# Gade singularity in class CII: what the one-loop rate leaves out

At the band centre of a 2D bipartite hopping model the conductivity does not run in perturbation theory, a second coupling $c$ grows linearly in $\ln L$, and the density of states diverges almost as $1/|E|$. The coefficients in that law are usually quoted from the one-loop rate of growth of $c$, which assumes a large conductivity. This page drops that assumption for class CII, derives the first correction, and puts numbers on it.

## Model and conventions

The Hamiltonian connects only sublattice A to sublattice B, $H=\begin{pmatrix}0&h\\ h^\dagger&0\end{pmatrix}$. Each hopping element is a real multiple of an SU(2) matrix in spin space, so time reversal $\mathcal T=i\sigma_y K$ has $\mathcal T^2=-1$ and commutes with the sublattice operator. This is class CII. Nearest-neighbour Rashba coupling in graphene has this form, while on-site potentials and second-neighbour terms break the symmetry and cut the singularity off.

The conductivity $g$ is in units of $e^2/h$ and counts both spins. The RG variable is $\ell=\ln(L/L_0)$, with $L_0$ of the order of the mean free path, and $\Lambda=\ln(\Delta/|E|)$, with $\Delta$ the energy at which the diffusive description starts. With $N$ fermionic replicas the field $Q$ is a symmetric unitary $N\times N$ matrix, a point of $U(N)/O(N)$, and

$$S=\frac1{16}\int d^2r\,\Big[g\,\mathrm{Tr}\,\nabla Q^\dagger\nabla Q-c\,(\mathrm{Tr}\,Q^\dagger\nabla Q)^2\Big]-\varepsilon\int d^2r\,\mathrm{Tr}(Q+Q^\dagger),$$

where $\varepsilon$ is proportional to the imaginary energy. The factor $1/16$ is fixed below. We leave out the $\mathbb Z_2$ theta term, which belongs to surfaces of 3D topological phases. Near $Q=1$ write $Q=e^{iX}$ with $X$ real symmetric. The gradient terms are then $\frac12\int G(\nabla X,\nabla X)$ with the metric

$$G(X,X)=\tfrac18\big[g\,\mathrm{Tr}X^2+c\,(\mathrm{Tr}X)^2\big].$$

The metric flows according to Friedan's formula (1980),

$$\frac{dG_{ij}}{d\ell}=-\frac1{2\pi}R_{ij}-\frac1{8\pi^2}R_{iklm}R_j{}^{klm}-\dots$$

On the sphere $S^{M-1}$ with $G=\hat g/T$ and $\tau=T/2\pi$ it gives the familiar $d\tau/d\ell=(M-2)(\tau^2+\tau^3)$. We take this formula as given.

## The one-loop chain

**Curvature.** Since $Q=UU^T$ with $U=e^{iX/2}$, the symmetric-space rule $R(Y_1,Y_2)Y_3=-[[Y_1,Y_2],Y_3]$ for $Y=iX/2$ becomes $R(X_1,X_2)X_3=\frac14[[X_1,X_2],X_3]$. Let $e_a$ be a basis of symmetric matrices with $\mathrm{Tr}\,e_ae_b=\delta_{ab}$. Completeness reads $\sum_a e_aMe_a=\frac12(\mathrm{Tr}M+M^T)$, hence $\sum_a e_a^2=\frac12(N+1)$. Define $W(X)=-\sum_a\mathrm{Tr}[e_a,X]^2$. Expanding the commutator,

$$W(X)=\sum_a\big(2\,\mathrm{Tr}\,e_a^2X^2-2\,\mathrm{Tr}\,e_aXe_aX\big)=N\,\mathrm{Tr}X^2-(\mathrm{Tr}X)^2 ,$$

and $\mathrm{Ric}(X,X)=W/4$. One loop then gives $dg/d\ell=-N/\pi$ and $dc/d\ell=1/\pi$.

**Normalisation.** The stationary points of $\mathrm{Tr}(Q+Q^\dagger)$ have $Q=Q^\dagger$. The component $O(2n)/O(n)\times O(n)$, with $N=2n$, is the manifold of class AII that survives at real $E\neq0$, and it inherits the stiffness. The same commutator sum over its tangent space gives $\mathrm{Ric}=\frac14(n-1)\,\hat g$, where $\hat g$ is the metric $\mathrm{Tr}\,dQ\,dQ$. With $G=(g/8)\hat g$ this is $dg/d\ell=-(n-1)/\pi\to+1/\pi$, the weak-antilocalisation rate of Hikami, Larkin and Nagaoka (1980) in $e^2/h$. The prefactor $1/16$ is chosen to reproduce this rate.

**Why $g$ stands still.** Write $Q=e^{i\phi}V$ with $\det V=1$. The action separates, and $\phi$ is a free field with stiffness proportional to $N(g+Nc)$. Perturbation theory cannot renormalise it, so $g+Nc$ is constant to all orders. As long as $dc/d\ell$ is finite at $N\to0$, $dg/d\ell=-N\,dc/d\ell$ vanishes. The curvature lives in the $V$ sector and does not know about $c$, so the rate depends on $g$ alone. We write, at $N\to0$,

$$\frac{dc}{d\ell}=\frac{F(t)}{\pi},\qquad t=\frac1{\pi g},\qquad F(0)=1 .$$

The argument of Gade and Wegner (1991) and Gade (1993) therefore makes the growth of $c$ exactly linear in perturbation theory, but it does not fix $F$. **The assumption examined here is $F=1$.**

**Dynamical exponent.** Integrating out a shell gives $\langle X^aX^b\rangle=(G^{-1})^{ab}\,d\ell/2\pi$ and $\langle e^{iX}\rangle=1-\frac12\langle X^2\rangle$. Inverting $G$ separately on the traceless part and on the identity gives the dimension of the energy operator,

$$x=\frac{2}{\pi N(g+Nc)}+\frac{2}{\pi g}\Big[\frac{N+1}2-\frac1N\Big]\;\xrightarrow{N\to0}\;t-\gamma,\qquad \gamma=\frac{2c}{\pi g^2}.$$

So $d\ln\varepsilon/d\ell=z=2-t+\gamma$. The first term in $x$ is exact because $\phi$ is Gaussian. The $1/N$ pole of the second term has to cancel it for every $g$, so higher loops cannot change the pole. They only add a finite function of $g$ to $z$, which starts at order $t^2$ and cannot be told apart from a shift of the bare value $c_0$. The slope of $z$ is thus tied exactly to the rate of $c$:

$$b\equiv\frac{dz}{d\ell}=\frac{2}{\pi g^2}\frac{dc}{d\ell}=2t^2F(t).$$

**Density of states.** The flow stops at $\ell^*$, where $\Lambda=\int_0^{\ell^*}z\,d\ell=z_0\ell^*+\frac12b\,\ell^{*2}$. The number of states per area below $|E|$ is $\mathcal N\propto L_0^{-2}e^{-2\ell^*}$, and $\rho=2\mathcal N/(z|E|)$ with $z$ taken at $\ell^*$. Solving the quadratic,

$$z^2=z_0^2+2b\Lambda,\qquad \ell^*=\frac{z-z_0}{b}.$$

For $z\gg z_0$ this is the Gade form $\rho\sim|E|^{-1}\exp(-\kappa\Lambda^{1/2})$ with $\kappa=2\sqrt{2/b}=2\pi g/\sqrt F$.

**Freezing.** In the replica limit the $c$-dependent part of the variance of $\phi$ is negative, so the energy couples to $e^{\pm\varphi}$ with a real log-correlated field, $\langle e^{q\varphi}\rangle\sim L^{\gamma q^2}$. The flow above uses the first moment of $Z=\int d^2r\,e^{\varphi}$. For $0<q\le1$ one has $Z^q\le\sum e^{q\varphi}$ over cells, so the typical exponent is at most $(2+\gamma q^2)/q$. We assume, as holds in the random energy model, that the minimum over $q$ is attained. It lies at $q=1$ for $\gamma<2$ and at $q=\sqrt{2/\gamma}$ for $\gamma>2$, where $z=2\sqrt{2\gamma}$ up to terms of order $t$. With $\gamma\simeq b\ell$, integration gives $\Lambda=\frac43\sqrt{2b}\,\ell^{*3/2}$ and

$$\rho\sim|E|^{-1}\exp(-\kappa'\Lambda^{2/3}),\qquad \kappa'=\tfrac12\,9^{1/3}(\pi g)^{2/3}F^{-1/3}.$$

The exponent $2/3$ is due to Motrunich, Damle and Huse (2002) and Mudry, Ryu and Furusaki (2003). The pure square-root law needs $\gamma\gg2$ and freezing sets in at $\gamma\approx2$, so above the freezing energy one should use the full expression $z^2=z_0^2+2b\Lambda$ and not its asymptote. For $c_0=0$ the range of scales before freezing is $\ell_f=2/b=1/(t^2F)$.

Every coefficient, $b$, $\kappa$, $\kappa'$ and $\ell_f$, contains $F$. Neither exponent, $1/2$ or $2/3$, does.

## The two-loop term

The identity matrix commutes with everything, so all index contractions run over the traceless sector, where the metric is $(g/8)\,\mathrm{Tr}$. Two all-lower Riemann tensors carry $(g/8)^2$ and three inverse metrics carry $(8/g)^3$, which leaves a factor $8/g$ times the contraction in the metric $\mathrm{Tr}$. That contraction is

$$\widehat{RR}(X,X)=\sum_{k,l}\big|R(X,e_k)e_l\big|^2=\frac1{16}\sum_{k,l}\mathrm{Tr}\,[A_k,e_l]^2,\qquad A_k=[X,e_k],$$

where $A_k$ is antisymmetric and $[A_k,e_l]$ is symmetric. The sum over $l$ follows from completeness. For any antisymmetric $A$,

$$\sum_l\mathrm{Tr}[A,e_l]^2=\sum_l\big(2\,\mathrm{Tr}\,Ae_lAe_l-2\,\mathrm{Tr}\,A^2e_l^2\big)=\mathrm{Tr}AA^T-(N+1)\mathrm{Tr}A^2=-(N+2)\,\mathrm{Tr}A^2 .$$

The remaining sum $-\sum_k\mathrm{Tr}A_k^2$ is $W(X)$, so $\widehat{RR}=\frac1{16}(N+2)\,W(X)$. For $N=2$ the traceless sector is a sphere of curvature $\frac12$, and both $2K^2$ and $\frac1{16}\cdot4\cdot2$ give $\frac12$. Inserting this into the flow equation,

$$\frac{dG}{d\ell}=-\frac{W}{8\pi}\Big[1+\frac{N+2}{2\pi g}\Big],$$

$$\frac{dg}{d\ell}=-\frac N\pi\Big[1+\frac{N+2}{2\pi g}\Big],\qquad\frac{dc}{d\ell}=\frac1\pi\Big[1+\frac{N+2}{2\pi g}\Big].$$

The combination $g+Nc$ is conserved, as it must be. In the replica limit

$$F=1+\frac1{\pi g}+O(g^{-2}),\qquad b=\frac{2}{\pi^2g^2}\Big(1+\frac1{\pi g}\Big),$$

$$\kappa=2\pi g-1+O(g^{-1}),\qquad \kappa'=\tfrac12\,9^{1/3}(\pi g)^{2/3}\Big(1-\frac1{3\pi g}+\dots\Big).$$

**The coefficient is not a matter of scheme.** Usually a shift $g\to g+\text{const}$ would spoil a relative $1/g$ correction to a quantity that scales as $g^{-2}$. Here a change of scheme adds curvature tensors to $G$. At the first two orders these are proportional to $W$, and in general they vanish on the identity direction, so $g$ moves by $O(N)$ and $c$ by a constant. At $N\to0$ the bare, the minimally subtracted and the Kubo conductivity coincide in perturbation theory. The other two-loop tensors that could appear, $R_{ik}R_j{}^k$ and $R_{ikjl}R^{kl}$, are proportional to $NW$ and drop out of $dc/d\ell$. On the sphere they scale as $(M-2)^2$ while the Riemann-squared tensor scales as $M-2$, so the one coefficient that matters is already fixed by the two-loop term of the $O(M)$ model.

**The sign belongs to the class.** The 2 in $N+2$ comes from the transposition term in the completeness relation. In class AIII, with Hermitian $X$, that term is absent, the factor is proportional to $N$, and $F$ has no $1/g$ term. In class BDI $X$ is self-dual, the transposition term changes sign, and $N+2$ becomes $N-2$ for $N\times N$ matrices. With $g$ normalised to the spinless weak-localisation rate $-1/\pi$, this gives $F=1-1/(\pi g)$. Spin-orbit coupling therefore speeds up the Gade flow, and real hopping slows it down.

**Next order.** The three-loop beta function of $SU(N)/SO(N)$ in minimal subtraction, which we quote from Wegner (1989) without derivation, is

$$\frac{dt}{d\ell}=Nt^2+\tfrac12N(N+2)t^3+\tfrac18N(N+2)(3N+4)t^4 .$$

Its first two terms are the result above. The last reduces to the three-loop $O(M)$ term $\frac14(M-2)(M+2)\tau^4$ for $S^2$ ($N=2$, $\tau=2t$) and for $S^5=SU(4)/Sp(4)$ (continuation $N=-4$, $\tau=-t$). Its part linear in $N$ gives $F=1+t+t^2+\dots$

## A value of $g$ for SU(2) hopping

Take the square lattice with spacing 1, hopping amplitude 1, $\hbar=1$, and independent Haar-random link matrices of size $N_c$. For $N_c\to\infty$ only retraced paths survive the average, which is the approximation of Brinkman and Rice (1970). We use it for $N_c=2$.

The cavity Green function obeys $G_c=1/(E-3G_c)$, so $G_c=-i/\sqrt3$ at $E=0$. The site function is $G_0=-1/(4G_c)=-i\sqrt3/4$, and the density of states per site and spin is $\rho_0=\sqrt3/4\pi=0.138$. In $\langle|G(0,r)|^2\rangle$ the retarded and advanced paths share one non-backtracking backbone. There are $4\cdot3^{m-1}$ backbones of $m$ steps, each with weight $|G_0|^2\,3^{-m}$. Successive steps have mean cosine $\frac13$, so $\langle r^2\rangle\simeq m\,(1+\frac13)/(1-\frac13)=2m$, and at small $q$

$$\sum_r e^{iqr}\langle|G|^2\rangle\simeq\frac3{16}\cdot\frac43\sum_m e^{-q^2m/2}\simeq\frac{1}{2q^2}.$$

The diffusion pole requires this to equal $2\pi\rho_0/(Dq^2)$, so $D=4\pi\rho_0=1.73$ and $g=2\pi N_c\rho_0D=\frac32N_c$. For SU(2) the model value is $g=3$. Its $1/N_c$ corrections are not computed here, so it serves to set the scale. Randomness in the magnitudes of the hoppings lowers $g$, and weak disorder on top of regular hopping raises it. The values $g=10$ and $g=1$ below are illustrative.

## Size of the correction

Each pair is one loop ($F=1$) and two loops ($F=1+t$). The column $t$ is the relative two-loop correction to $b$, and $t^2$ is the relative three-loop correction.

| $g$ | $t$ | $t^2$ | $b$ | $\kappa$ | $\kappa'$ | $\ell_f$ |
|---|---|---|---|---|---|---|
| 10 | 0.0318 | 0.0010 | 0.00203, 0.00209 | 62.8, 61.9 | 10.4, 10.2 | 987, 957 |
| 3 | 0.106 | 0.011 | 0.0225, 0.0249 | 18.8, 17.9 | 4.64, 4.49 | 88.8, 80.3 |
| 1 | 0.318 | 0.101 | 0.203, 0.267 | 6.28, 5.47 | 2.23, 2.03 | 9.87, 7.49 |

The entries are values of the truncated series. Their physical accuracy is set by the $t^2$ column, so the third figure in the last two rows only serves to display the shift. At $g=3$ the two-loop term raises $b$ by 10.6%, lowers $\kappa$ by 4.9% and lowers $\kappa'$ by 3.3%. At $g=1$ it raises $b$ by about a third, and the three-loop term is itself about a third of the two-loop term.

At $g=3$ neither asymptote is within reach. With $c_0=0$, freezing needs $\Lambda_f=(2-t)\ell_f+\frac12b\ell_f^2=(3-t)\ell_f=232$ at two loops, or 101 decades in energy. The value moves with $c_0$ and with the $O(t)$ contribution of the $V$ sector to the freezing threshold, but its order of magnitude stays unless $c_0$ is large enough to make $\gamma$ of order one from the start. What a simulation sees is a slowly drifting power law. At $|E|/\Delta=10^{-6}$, $\Lambda=13.8$, and with $z_0=2-t=1.89$ the flow stops at $\ell^*=7.00$ (one loop) or $6.97$ (two loops), that is at $L\approx1.1\times10^3L_0$. The exponent $z$ has reached 2.05 or 2.07, and the two-loop term raises $\mathcal N$ by a factor 1.06. An unknown $c_0$ or $\Delta$ hides such a change.

The slope is the quantity to fit. From $d\ln\mathcal N/d\ln|E|=2/z$ one extracts $z(E)$, and $z^2$ against $\Lambda$ is a straight line of slope $2b=4t^2F$, independent of $c_0$ and $\Delta$. For the model's $g=3$ the slope changes from 0.045 to 0.050. Since $b\propto g^{-2}$, a fall of $g$ by $t/2=5.3\%$ mimics the whole effect. The conductivity must therefore be computed for the same lattice model to well within that margin.

## Competing terms

**Three loops.** This is 1.1% of $b$ at $g=3$, a tenth of the two-loop term.

**The prefactor of $\mathcal N$.** The relation $\mathcal N\propto e^{-2\ell^*}$ has a prefactor that depends on $\gamma(\ell^*)$. It changes the extracted $z$ by $O(b)$ and the slope of $z^2$ by a relative amount of order $b$, which is 2.5% at $g=3$ times a coefficient that we have not computed. This is formally of order $t^2$, like the three-loop term, and it limits the slope to two figures. Near freezing the estimate fails.

**Vortices.** The conservation of $g+Nc$ holds for smooth $\phi$. Because $\pi_1[U(N)/O(N)]=\mathbb Z$, there are vortices such as $Q=\mathrm{diag}(e^{i\theta},1,\dots,1)$, studied for the chiral classes by König, Ostrovsky, Protopopov and Mirlin (2012). The action of this configuration is $K\ell$ with $K=\pi(g+c)/8$. At tree level the fugacity obeys $dy/d\ell=(2-K)y$, and perturbatively $dK/d\ell=F/8$. Vortex pairs screen the stiffness at order $y^2$, and we normalise $y$ by $d\ln g/d\ell=-y^2$. Vortices are irrelevant once $g+c>16/\pi=5.09$. For $g=3$ and $c_0=0$, the least favourable case among $c_0\ge0$, $K$ starts at 1.18 and reaches 2 at $\ell=5.9$. Neglecting the feedback of $y$ on $K$,

$$\delta\ln g=-y_0^2\int_0^\infty e^{2(2-K_0)\ell-F\ell^2/8}\,d\ell=-6.3\times10^2\,y_0^2 .$$

This equals the $5.3\%$ that mimics the two-loop term when $y_0\approx0.009$. The bare fugacity depends on the vortex core and is not fixed by the sigma model, and loop corrections to $2-K$ are not included, so vortices can rival the two-loop term on scales up to about the one reached at $|E|/\Delta=10^{-6}$. They also show up independently, as a drift of $g$ with system size. If the flow escapes to $K>2$, the drift ends, and $b=2t^2F(t)$ holds with the limiting conductivity. If $y$ grows to order one first, the system localises and the sigma-model result does not apply. The row $g=1$ of the table presumes that this does not happen, which needs a small $y_0$ or a large $c_0$.

On the metallic side, then, the drift of the dynamical exponent in class CII is $dz/d\ln L=2(\pi g)^{-2}\,[1+(\pi g)^{-1}+(\pi g)^{-2}+\dots]$. For Haar-random SU(2) hopping, with the model value $g=3$, it is 0.025 per e-fold of length, about a tenth above the one-loop value.